\section{Bimodal peak spacings in the constant-interaction model: two levels, two spins, two valleys}

\subsection{Addition energy}

A dot weakly coupled to its leads holds an integer number $N$ of electrons of charge $-e$. The constant-interaction (CI) model puts the whole interaction into a capacitance $C$, of which $C_g$ is to the gate, and fills fixed one-electron states $\varepsilon_1\le\varepsilon_2\le\dots$, counted with spin:
\begin{equation}
E(N)=\frac{(Ne-C_gV_g)^2}{2C}+\sum_{n=1}^{N}\varepsilon_n .
\end{equation}
At low temperature a conductance peak occurs where $\mu_N=E(N)-E(N-1)=(N-\tfrac12)e^2/C-e(C_g/C)V_g+\varepsilon_N$ equals the Fermi level of the leads. The two peaks that bound the blockade region with $N$ electrons are separated by $\Delta V_g$, with
\begin{equation}
e\frac{C_g}{C}\Delta V_g=E_{\rm add}(N)=\frac{e^2}{C}+\varepsilon_{N+1}-\varepsilon_N .
\label{eq:add}
\end{equation}
Let $\Delta$ be the mean distance between neighbouring \emph{spin-degenerate} levels, and $s=(E_{\rm add}-e^2/C)/\Delta$.

\subsection{The two-level model}

Two orbitals are the fewest that can repel each other. Take the spin-independent Hamiltonian
\begin{equation}
H=\varepsilon_0+x_1\sigma_z+x_2\sigma_x+x_3\sigma_y ,
\label{eq:H}
\end{equation}
with Pauli matrices acting on the orbital index. With time-reversal symmetry $H$ can be chosen real, so $x_3=0$ (orthogonal ensemble, GOE, $\beta=1$); without it all three terms appear (unitary ensemble, GUE, $\beta=2$). The weight $\exp[-{\rm tr}(H-\varepsilon_0)^2/4\sigma^2]$ does not change under the allowed changes of basis, and it makes the $\beta+1$ allowed $x_i$ independent Gaussians of variance $\sigma^2$.

The eigenvalues are $\varepsilon_0\pm r$ with $r^2=\sum_ix_i^2$, so the spacing is $S=2r$. The volume element in $\beta+1$ dimensions gives $r$ the density $\propto r^{\beta}e^{-r^2/2\sigma^2}$, whose mean is $\sigma\sqrt{\pi/2}$ for $\beta=1$ and $2\sigma\sqrt{2/\pi}$ for $\beta=2$. Setting $\Delta=\langle S\rangle$ fixes $\Delta^2=2\pi\sigma^2$ and $32\sigma^2/\pi$, and the exponent $r^2/2\sigma^2=s^2\Delta^2/8\sigma^2$ follows. The normalised densities of $S/\Delta$ are
\begin{equation}
P_1(s)=\frac{\pi}{2}\,s\,e^{-\pi s^2/4},\qquad
P_2(s)=\frac{32}{\pi^2}\,s^2e^{-4s^2/\pi},
\label{eq:W}
\end{equation}
the Wigner surmise, which is exact for this model. Since $\langle S^2\rangle=4(\beta+1)\sigma^2$, the second moments are $\langle s^2\rangle_1=4/\pi$ and $\langle s^2\rangle_2=3\pi/8$, and the variances are $0.273$ and $0.178$.

With spin the four states are $\varepsilon_1=\varepsilon_2=\varepsilon_0-r$ and $\varepsilon_3=\varepsilon_4=\varepsilon_0+r$. Equation~(\ref{eq:add}) gives $E_{\rm add}-e^2/C=0$ for $N=1$, where the next electron joins a half-filled level, and $S$ for $N=2$, where it opens a new one. These two spacings form one period of the filling sequence; $N=3$ begins the next. Pooling one period over the ensemble yields
\begin{equation}
P(s)=\tfrac12\,\delta(s)+\tfrac12\,P_\beta(s).
\label{eq:bi}
\end{equation}
The mean is $\langle s\rangle=\tfrac12$ and the second moment is $\tfrac12\langle s^2\rangle_\beta$, hence
\begin{align}
\beta=1:&\quad {\rm var}\,s=\frac{2}{\pi}-\frac14=0.3866, & \delta E_{\rm add}&=0.622\,\Delta,\\
\beta=2:&\quad {\rm var}\,s=\frac{3\pi}{16}-\frac14=0.3390, & \delta E_{\rm add}&=0.582\,\Delta ,
\end{align}
where $\delta E_{\rm add}$ is the rms deviation from the mean. The variance separates as $\tfrac14+\tfrac12{\rm var}_\beta$. The first term is the even--odd alternation between group means $0$ and $1$ and involves no randomness. It makes up 65\% of the variance for GOE and 74\% for GUE, which is why the two ensembles give such similar widths.

\subsection{Comparison with a dot of many levels}

The general statement is Eq.~(\ref{eq:bi}) for a chaotic or disordered dot, with rms values $0.62\Delta$ and $0.58\Delta$. Three points connect it with the model.

The weights are exact in the long ladder. Filling $M$ spin-degenerate levels produces $2M-1$ spacings, of which $M$ vanish, and $M/(2M-1)\to\tfrac12$. Counting all three spacings of the two-level model would give $\tfrac23$, an end effect that the choice of one period removes.

The shape $P_\beta$ is approximate for large matrices. With the approximate large-matrix spacing variances $0.286$ and $0.180$ as inputs, $\tfrac14+\tfrac12{\rm var}_\beta$ gives $0.627\Delta$ and $0.583\Delta$, so the third figure, and for GOE the rounding of the second, belongs to the surmise.

The scale $\Delta$ lies outside random-matrix theory. In two dimensions the number of states below energy $E$, for one spin and one valley, is $Ak^2/4\pi=m^*AE/2\pi\hbar^2$ for area $A$ (Weyl's leading term), so orbitals are spaced on average by
\begin{equation}
D=\frac{2\pi\hbar^2}{m^*A}.
\end{equation}
For a single valley $\Delta=D$. The mean of $E_{\rm add}-e^2/C$ is then $D/2$, the inverse of the full density of states.

\subsection{Two valleys}

At a Si(001)/SiO$_2$ interface the lowest subband holds the two valleys at $\pm k_0\hat z$, with in-plane mass $m^*=m_t$. Each valley supplies a ladder of spacing $D$, and the distribution depends on how the valleys are coupled. The first case below concerns a single orbital; in the other three both ladders are being filled and the mean of $E_{\rm add}-e^2/C$ is $D/4$.

\emph{One orbital, random coupling.} For one real envelope the valley pair is itself a two-level model. Time reversal exchanges the valleys, $T=\tau_xK$ on the orbital part with $K$ complex conjugation. It leaves $\tau_x$ and $\tau_y$ invariant and reverses $\tau_z$, so $H=\varepsilon_0+\lambda_1\tau_x+\lambda_2\tau_y$. If interface roughness makes the complex coupling $\lambda_1+i\lambda_2$ an isotropic Gaussian of zero mean, two Gaussian variables set the splitting $E_v=2\sqrt{\lambda_1^2+\lambda_2^2}$. Its density is $P_1$, a Rayleigh distribution, and the spacings for $N=1,2$, pooled over many dots, obey Eq.~(\ref{eq:bi}) exactly with $\Delta=\langle E_v\rangle$ in place of $D$, so their mean is $\langle E_v\rangle/2$. A flat interface gives the coupling a nonzero mean and narrows the distribution.

\emph{Degenerate or weakly split valleys.} Add to Eq.~(\ref{eq:H}), now with $\langle S\rangle=D$, a splitting $E_v=vD$ common to both orbitals. Measured from the lowest, the four spin-degenerate levels are $0$, $E_v$, $S$ and $S+E_v$. For $S>E_v$ one period, $N=1$ to $4$, has spacings $0,\,E_v,\,0,\,S-E_v$. With $x=(E_{\rm add}-e^2/C)/D$,
\begin{equation}
{\rm var}\,x=\tfrac14\left[v^2+\langle(s-v)^2\rangle_\beta\right]-\tfrac1{16}
=\tfrac14\langle s^2\rangle_\beta-\tfrac1{16}-\tfrac{v}{2}+\tfrac{v^2}{2}.
\label{eq:v}
\end{equation}
At $v=0$ the shells are fourfold, $P(x)=\tfrac34\delta(x)+\tfrac14P_\beta(x)$, and the rms is $\sqrt{1/\pi-1/16}=0.506$ or $\sqrt{3\pi/32-1/16}=0.482$. When $S<E_v$ the order inverts, and in a ladder the two adjacent gaps $E_v$ both become $S$. For GOE this lowers ${\rm var}\,x$ by $\tfrac12\int_0^v(v^2-s^2)P_1\,ds\approx\pi v^4/16$. At $v=0.1$ inversions have probability 0.8\%, the correction is $2\times10^{-5}$, and Eq.~(\ref{eq:v}) gives an rms of $0.459$.

\emph{Split, unmixed valleys.} If $E_v$ exceeds $D$ several times but stays below the Fermi energy, and valley remains a good quantum number, two nearly independent ladders interleave. For a stationary ladder of density $\rho$ and spacing density $p$, the probability that an interval of length $x$ is empty is $\mathcal E(x)=\rho\int_x^\infty(y-x)p(y)\,dy$, whence $\mathcal E''=\rho p$ and $\langle x^2\rangle=(2/\rho)\int_0^\infty\mathcal E\,dx$. Integrating Eq.~(\ref{eq:W}) twice, with $\rho=1$,
\begin{equation}
\mathcal E_1={\rm erfc}\frac{\sqrt\pi x}{2},\qquad
\mathcal E_2=e^{-4x^2/\pi}-x\,{\rm erfc}\frac{2x}{\sqrt\pi}.
\end{equation}
Independent ladders multiply, $\mathcal E=\mathcal E_\beta^2$ with $\rho=2$, so that
\begin{equation}
\langle x^2\rangle=\frac{2(2-\sqrt2)}{\pi}=0.373,\qquad
\langle x^2\rangle=\frac{\pi}{2}\left(\frac{19}{24\sqrt2}-\frac13\right)=0.356
\end{equation}
for $\beta=1$ and $2$. Spin again contributes $\tfrac12\delta(x)$, and ${\rm var}\,x=\tfrac12\langle x^2\rangle-\tfrac1{16}$. The continuous part is no Wigner distribution. Levels of different valleys do not repel, and $p(0)=\mathcal E_\beta'(0)^2=1$, so no dip separates it from the delta function.

\emph{Mixed valleys.} If the intervalley scattering rate obeys $\hbar/\tau_v\gg D$, all levels repel one another and form one spin-degenerate ladder. Equation~(\ref{eq:bi}) holds with $\Delta=D/2=\pi\hbar^2/m^*A$. With both valleys occupied, this is the only case among these in which a many-electron dot shows the Wigner form of the bimodal law.

\subsection{Numbers for a model MOS dot}

The inputs are illustrative: an irregular dot of area $A=(200~{\rm nm})^2$ and perimeter $L\approx800$~nm, density $n=10^{12}~{\rm cm}^{-2}$, oxide thickness $t=20$~nm, and the typical values $m_t\approx0.19\,m_e$, $\epsilon_{\rm ox}\approx3.9$, $g\approx2$. Then $N=400$, $D=63.0~\mu$eV, $D/2=31.5~\mu$eV, $E_F=ND/4=6.3$~meV and $k_F=\sqrt{\pi n}=0.177~{\rm nm}^{-1}$. A hard wall would lower the density of states by the fraction $L/2Ak_F\approx6\%$, so two figures suffice for energies derived from $D$. The parallel-plate capacitance $\epsilon_0\epsilon_{\rm ox}A/t=69.1$~aF gives $e^2/C=2.32$~meV; fringe and lead capacitances, omitted here, would lower it.

\begin{center}
\begin{tabular}{lccccc}
\hline
valleys & weight of $\delta$ & GOE ($D$) & GUE ($D$) & GOE ($\mu$eV) & GUE ($\mu$eV)\\
\hline
one occupied & 1/2 & 0.622 & 0.582 & 39 & 37\\
degenerate & 3/4 & 0.506 & 0.482 & 32 & 30\\
split, unmixed & 1/2 & 0.352 & 0.340 & 22 & 21\\
mixed & 1/2 & 0.311 & 0.291 & 20 & 18\\
\hline
\end{tabular}
\end{center}

The table lists the model's $\delta E_{\rm add}$. The first row needs $E_v>E_F$. A typical MOS valley splitting of $0.1$ to $1$~meV lies well below $E_F$ and has $v\ge1.6$, which selects the last two rows, with independence of the ladders only rough at the lower end. Using $0.62D$ for this dot would overstate the mixed-valley width by a factor of two.

\subsection{Neglected terms}

\emph{Temperature.} For $k_BT\ll S$, a transition from a nondegenerate state to a spin doublet has $G\propto P_0f$, with $P_0=1/(1+2e^{-y})$, $f=1/(1+e^{y})$ and $y=(\mu_N-E_F^{\rm lead})/k_BT$. The product $e^y/[(1+e^y)(2+e^y)]$ peaks at $y=\tfrac12\ln2$, that is at lower gate voltage, and the following doublet-to-singlet peak shifts oppositely. The delta function moves to $k_BT\ln2=3.0~\mu$eV at 50~mK.

\emph{Zeeman energy.} The GUE needs a perpendicular field, which splits the spin pairs. One flux quantum through the dot, $B=h/eA=0.10$~T, gives $g\mu_BB=(gm^*/2m_e)D=0.19D=12~\mu$eV, a ratio independent of area. Orbital time reversal is broken at a fraction of this flux in a dot of large dimensionless conductance, so this is an upper estimate of the shift of the delta function at the crossover.

\emph{Exchange.} Add $-J\mathcal S(\mathcal S+1)$, with total spin $\mathcal S$, to the two-level model. Apart from charging, and with the lower level as zero, $E(0)=0$, $E(1)=-\tfrac34J$, $E(2)=\min(0,S-2J)$ and $E(3)=S-\tfrac34J$. For $S>2J$,
\begin{equation}
E_{\rm add}(1)-\frac{e^2}{C}=\tfrac32J,\qquad E_{\rm add}(2)-\frac{e^2}{C}=S-\tfrac32J ,
\end{equation}
while for $S<2J$ the two-electron state is a triplet and the values are $S-\tfrac12J$ and $\tfrac52J-S$. For two chaotic orbitals of one valley, $J$ is the Fermi-circle average of the screened interaction divided by $A$. Thomas--Fermi screening by four species gives $V(q)/A=(D/4)\,\kappa/(q+\kappa)$ with $\kappa=4/a^*$ and $a^*=a_0\bar\epsilon\,m_e/m^*$. With the compiled static dielectric constant of Si, $11.7$ at 300~K (Ioffe Institute), the interface average is $\bar\epsilon=7.8$, so $a^*=2.17$~nm, $\kappa=1.84~{\rm nm}^{-1}$, and with $q=2k_F\sin\phi$,
\begin{equation}
\frac JD=\frac14\,\frac2\pi\int_0^{\pi/2}\frac{\kappa\,d\phi}{\kappa+2k_F\sin\phi}=\frac{0.89}{4}=0.22 ,
\end{equation}
or $14~\mu$eV. In the mixed case each state has half its weight in either valley, and the two intravalley terms, each reduced by $\tfrac14$, sum to $J/2$, so the ratio to $\Delta=D/2$ is again $0.22$. Because $r_s=1/(a^*\sqrt{\pi n})=2.6$, linear screening gives only an estimate. With the ratio $j=0.22$ the delta function moves to $\tfrac32j=0.33$, and a GOE fraction $1-e^{-\pi j^2}=14\%$ of even states are triplets. The even value exceeds the odd one by $s-3j$ for a singlet and by $3j-2s$ for a triplet. On the singlet branch, $s>2j$, the GOE mean of $s$ is $1.12$ and the distance between the even and odd means is $0.46$. Over the whole ensemble the distance falls from $1$ to $0.40$, and the parity term, a quarter of its square, falls to $0.04$. At zero field a repulsive pairing term, whose bare size is of order $J$, acts in the same direction. Exchange thus rivals the effect itself and removes most of the parity term $\tfrac14$ that dominates the variance.

The model's zero-field widths run from 0.8\% of $e^2/C$ for mixed valleys to 1.4\% for degenerate ones. Many-electron Si MOS dots of this size typically show a single, roughly Gaussian peak with an rms of several per cent of the charging energy, so the model misses the shape and falls short in width by a factor of several. Exchange cannot close that gap, since it narrows the distribution. The excess has to come from fluctuations of the term the model holds constant, through state-dependent Coulomb matrix elements at $r_s>1$, changes of dot shape with gate voltage, and charge rearrangement near the oxide. A fluctuation of $e^2/C$ by one per cent, $23~\mu$eV in this dot, already equals the whole level contribution.